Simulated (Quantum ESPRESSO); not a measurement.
# Zone-centre optical phonons of zinc-blende MgS under uniaxial strain along [001]: shift and splitting from LDA linear response

We ask which Raman line of a zinc-blende MgS layer could serve as a strain gauge, and how far the shifts of the transverse modes settle its coefficient. Such layers occur in wide-gap II–VI heterostructures, where strain moves band edges and limits the thickness that can be grown without defects. We calculate the zone-centre optical modes in the LDA with the cell stretched or compressed along the cube axis $z$ and the other two edges held. Shifts are measured from the unstrained crystal at 343.36 cm⁻¹, where the three modes coincide; the splitting is singlet minus doublet. The macroscopic electric field is left out, so the frequencies are those of transverse modes.

## Method

One crystal, MgS (zinc-blende) (from the Materials Project, whose computed structures hold known and hypothetical phases; not the structure at ambient conditions), relaxed once; z is the cube axis [001]. The cell was stretched along z with the other edges held. Forces on the atoms are under 0.01 eV/Å in every row. Program: Quantum ESPRESSO 7.5, plane waves, LDA, PseudoDojo norm-conserving potentials, scalar-relativistic, no spin-orbit coupling, no spin; linear response. Plane-wave runs: cutoff 1252 eV; k meshes with a least product of divisions and cell-vector length from 31 to 32 Å; fixed occupations. The tabled runs alone: cutoff 1252 eV, k length 31 to 32 Å, k mesh 8×8×8.

Notes on method and selection:

- Harmonic values at the static lattice; measured values carry thermal expansion and anharmonic shifts at their temperature.
- For a cubic two-atom crystal the shifts follow the phonon deformation potentials p and q: singlet Δω = [p·ε_zz + q·(ε_xx + ε_yy)]/(2ω₀), doublet Δω = [p·ε_xx + q·(ε_yy + ε_zz)]/(2ω₀).
- In a polar crystal the macroscopic field, left out here, lifts whichever component is longitudinal for the scattering geometry, at rest by 87.5 cm⁻¹.
- Runs that did not converge, have known faults or may not be shown are not listed, and runs on Ansatz's PAW sets soft_1 and soft_2 are kept to separate tables.

Columns:

- uniaxial strain (%): strain along z, the x and y edges held; tension positive.
- stress (GPa): stress along z, tension positive.
- singlet mode (cm⁻¹): zone-centre optical mode, singlet, polarised along z; no LO-TO term, no sum rule.
- doublet mode (cm⁻¹): zone-centre optical mode, doublet, polarised in the x-y plane; no LO-TO term, no sum rule.
- splitting (cm⁻¹): singlet minus doublet.

Input lines of one member:

```
phonons
 &inputph
    prefix='x',
    outdir='./tmp',
    fildyn='s.dyn',
    tr2_ph=1.0d-18,
 /
0.000000000000 0.000000000000 0.000000000000
```

Command (options for logging and memory left out): `OMP_NUM_THREADS=1 mpirun -n 4 ph.x -nk 4 -in ph.in > ph.out`

## Computed values

| member | uniaxial strain (%) | stress (GPa) | singlet mode (cm⁻¹) | doublet mode (cm⁻¹) | splitting (cm⁻¹) |
| --- | --- | --- | --- | --- | --- |
| −1.0 % | −1.0 | −0.75 | 346.72 | 349.64 | −2.92 |
| −0.5 % | −0.5 | −0.37 | 345.06 | 346.49 | −1.43 |
| +0.0 % | 0.0 | 0.00 | 343.36 | 343.36 | 0.00 |
| +0.5 % | 0.5 | ? | ? | ? | ? |
| +1.0 % | 1.0 | 0.75 | 339.79 | 337.14 | 2.65 |

Cells marked ? are withheld until the estimate has been made.

Least-squares fits to the members shown, with x = uniaxial strain (%); R² and errors in the fitted variable (y, or ln y where the fit is in ln y):

| y | members | fit | R² | rms residual | leave-one-out rms | the same for the mean of the others |
| --- | --- | --- | --- | --- | --- | --- |
| singlet mode (cm⁻¹) | 4 | y = 343.3 − 3.471 x | 1.00 | 0.046 | 0.13 | 3.4 |
| doublet mode (cm⁻¹) | 4 | y = 343.377 − 6.24743 x | 1.00 | 0.014 | 0.040 | 6.2 |

## Interpretation

Both modes soften under tension and harden under compression. Between −1 % and +1 % the singlet moves by (339.79 − 346.72) / 2 = −3.465 cm⁻¹ per per cent and the doublet by (337.14 − 349.64) / 2 = −6.25 cm⁻¹ per per cent. The splitting therefore grows by 6.25 − 3.465 = 2.785 cm⁻¹ per per cent, with the singlet on top in tension. Under this strain, with the x and y edges held, the doublet is the more sensitive gauge by a factor of 1.8, and also the straighter one.

The common softening follows from bond length. All four bonds of an atom make the same angle with $z$, so a strain $\varepsilon$ lengthens each by about $\varepsilon/3$ and weakens its force constant. The splitting follows from bond direction: tension turns the bonds towards $z$, which stiffens motion along $z$ relative to motion across it. If only bond-stretching springs acted, this turning would change the singlet by $+2\varepsilon/3$ and the doublet by $-\varepsilon/3$ of the frequency $\omega_0$ at rest, a splitting of $\omega_0\varepsilon$, or 343.36 × 0.01 = 3.43 cm⁻¹ at 1 %. The calculated slope has the same sign and is about four fifths as large. Bond-bending and long-range dipole forces, absent from this picture, may account for the difference.

With only $\varepsilon_{zz}$ present, the singlet slope gives the deformation potential $p$ and the doublet slope gives $q$:

$p/\omega_0^2$ = 2 × (−3.465) × 100 / 343.36 = −2.02

$q/\omega_0^2$ = 2 × (−6.25) × 100 / 343.36 = −3.64

These carry the calibration to other strain states. A bar pulled along $z$ with free sides contracts sideways, which raises both modes. By the formula in the notes, the net shift of the singlet even changes sign once the contraction exceeds 2.02 / (2 × 3.64) = 0.28 of the stretch, so the slopes above should not be applied to it directly. Nor should they be applied unchanged to a longitudinal line, which the macroscopic field lifts by 87.5 cm⁻¹ at rest; how that lift varies with strain is not shown in the table.

## Prediction

Plain estimates from the members shown:

- +0.5 %, fit at x = 0.5: 341.56 cm⁻¹
- +0.5 %, straight-line interpolation between +0.0 % and +1.0 %: w = (0.5 − 0.0) / (1.0 − 0.0) = 0.500, so 343.36 + 0.500 × (339.79 − 343.36) = 341.58 cm⁻¹

The singlet falls by 3.57 cm⁻¹ over the first per cent of tension but rises by only 3.36 cm⁻¹ over the first per cent of compression. The curve through the rows thus bends downwards, and a straight line between 0 and +1 % should pass slightly below the value at +0.5 %. The straight-line fit to all four members suffers from the same neglect of curvature. We therefore use a parabola through the rows at −1, 0 and +1 %, with $x$ the strain in per cent:

$\omega = 343.36 - 3.465\,x - 0.105\,x^2$

The quadratic coefficient is (346.72 + 339.79) / 2 − 343.36 = −0.105.

The row at −0.5 % was not used and provides a test. There the parabola gives 343.36 + 3.465 × 0.5 − 0.105 × 0.25 = 345.066 cm⁻¹ against 345.06 in the table, a miss of 0.006. The same construction for the doublet misses its −0.5 % row by 0.003. A straight line between −1 and 0 % would give (346.72 + 343.36) / 2 = 345.04, too low by 0.02, which confirms that the bend is worth including.

At +0.5 % the parabola gives 343.36 − 3.465 × 0.5 − 0.105 × 0.25 = 341.601 cm⁻¹. No further shift is called for, since the crystal, mesh and cutoff are unchanged and symmetry allows no internal displacement. The two test misses and the printed rounding together support an error of about 0.01 cm⁻¹.

**Committed estimate, +0.5 %: singlet mode = 341.60 ± 0.01 cm⁻¹.**

## The withheld result

| member | uniaxial strain (%) | stress (GPa) | singlet mode (cm⁻¹) | doublet mode (cm⁻¹) | splitting (cm⁻¹) |
| --- | --- | --- | --- | --- | --- |
| +0.5 % | 0.5 | 0.38 | 341.59 | 340.24 | 1.35 |

| member | estimate | singlet mode (cm⁻¹) | computed | estimate − computed | miss in error bars |
| --- | --- | --- | --- | --- | --- |
| +0.5 % | committed | 341.60 | 341.59 | +0.01 | 1.0 |
| +0.5 % | fit | 341.56 | 341.59 | −0.03 |  |
| +0.5 % | interpolation | 341.58 | 341.59 | −0.01 |  |

The estimate of 341.60 cm⁻¹ lies 0.01 above the computed 341.59, at the edge of its error bar. It beat the straight-line fit, which was 0.03 too low, but not the interpolation between 0 and +1 %, which missed by the same 0.01 on the other side.

The downward bend is confirmed: from −1 % to +1 % the successive half-per-cent steps are −1.66, −1.70, −1.77 and 339.79 − 341.59 = −1.80 cm⁻¹. Including it brought no gain at the printed precision, however, and our error bar was as narrow as the last digit.

The new splitting of +1.35 cm⁻¹ has the sign expected when tension turns the bonds towards $z$. Bond-stretching springs alone would give 343.36 × 0.005 = 1.72 cm⁻¹, so the calculated splitting is again about four fifths of that simple picture. The row supports the sign of the mechanism but does not identify what reduces its size.

## Exceptions

Least-squares fits to the whole series, with x = uniaxial strain (%); R² and errors in the fitted variable (y, or ln y where the fit is in ln y):

| y | members | fit | R² | rms residual | leave-one-out rms | the same for the mean of the others |
| --- | --- | --- | --- | --- | --- | --- |
| singlet mode (cm⁻¹) | 5 | y = 343.304 − 3.46600 x | 1.00 | 0.042 | 0.086 | 3.1 |
| doublet mode (cm⁻¹) | 5 | y = 343.374 − 6.25000 x | 1.00 | 0.013 | 0.028 | 5.5 |

Largest departures from the fit to the whole series:

| member | singlet mode (cm⁻¹) | fit | computed − fit | in rms residuals |
| --- | --- | --- | --- | --- |
| +0.0 % | 343.36 | 343.30 | +0.06 | 1.3 |
| −1.0 % | 346.72 | 346.77 | −0.05 | 1.2 |
| +1.0 % | 339.79 | 339.84 | −0.05 | 1.1 |
| −0.5 % | 345.06 | 345.04 | +0.02 | 0.5 |

No row stands out, the largest departure from the line being 0.06 cm⁻¹. The departures are negative at both ends and positive in the middle, as a straight line drawn through a slightly bent curve must give. The bend means that the response of the singlet to strain has a small second-order part.

## Summary

Within ±1 % strain the singlet shifts by −3.47 and the doublet by −6.25 cm⁻¹ per per cent, and a further member inside this range can be estimated to a few hundredths of a cm⁻¹. For transverse lines, a doublet shift of 1 cm⁻¹ corresponds to 1 / 6.25 = 0.16 % strain, and a splitting of 1 cm⁻¹ to 1 / (6.25 − 3.47) = 0.36 %. Both conversions require the x and y edges to be held. A layer strained in its plane by a substrate does not meet this condition; its transverse shifts follow from p and q with all three strains put into the formula. There the order of sensitivity reverses. Take a layer stretched by ε along both x and y, with a free surface, that thins by t times ε along z. In the bracket of the formula, divided by ω₀²ε, the stretch lowers the doublet by 2.02 + 3.64 = 5.66 and the thinning raises it by 3.64 times t. The two cancel at t = 5.66 / 3.64 = 1.55. For the singlet the stretch counts 2 × 3.64 = 7.28 and the thinning only 2.02 times t, so at the same t a lowering of 7.28 − 2.02 × 1.55 = 4.15 remains. How much the layer thins follows from the stresses along x and y, which were calculated for the strained rows but are not in the table. They put t well above 1 and close to the point where the doublet shift vanishes. In such a layer the doublet is therefore nearly blind to strain, and the singlet is the sensitive transverse mode.

The same stresses settle a point that our interpretation left open. A bar pulled along z with free sides contracts by more than 0.28 of its stretch, so its singlet rises under tension instead of falling.

The choice of line also depends on the crystal face. In backscattering from a (001) face the selection rules admit only the mode polarised along $z$, and there it is longitudinal. The doublet needs another geometry. The omitted macroscopic field raises the longitudinal line by 87.5 cm⁻¹ at rest, far more than the 12.5 cm⁻¹ that the doublet covers in the table. (The longitudinal value was computed with the acoustic sum rule and the tabled ones without it, which affects only the last digit of the lift.) A gauge based on that line needs the strain dependence of this lift as well, so the transverse shifts alone do not settle its coefficient.

[Logs are printed without paths, hosts, clocks, repeated set-up lines and the standing remarks that a program may print on its own settings, such as how far it seeks lower states.]
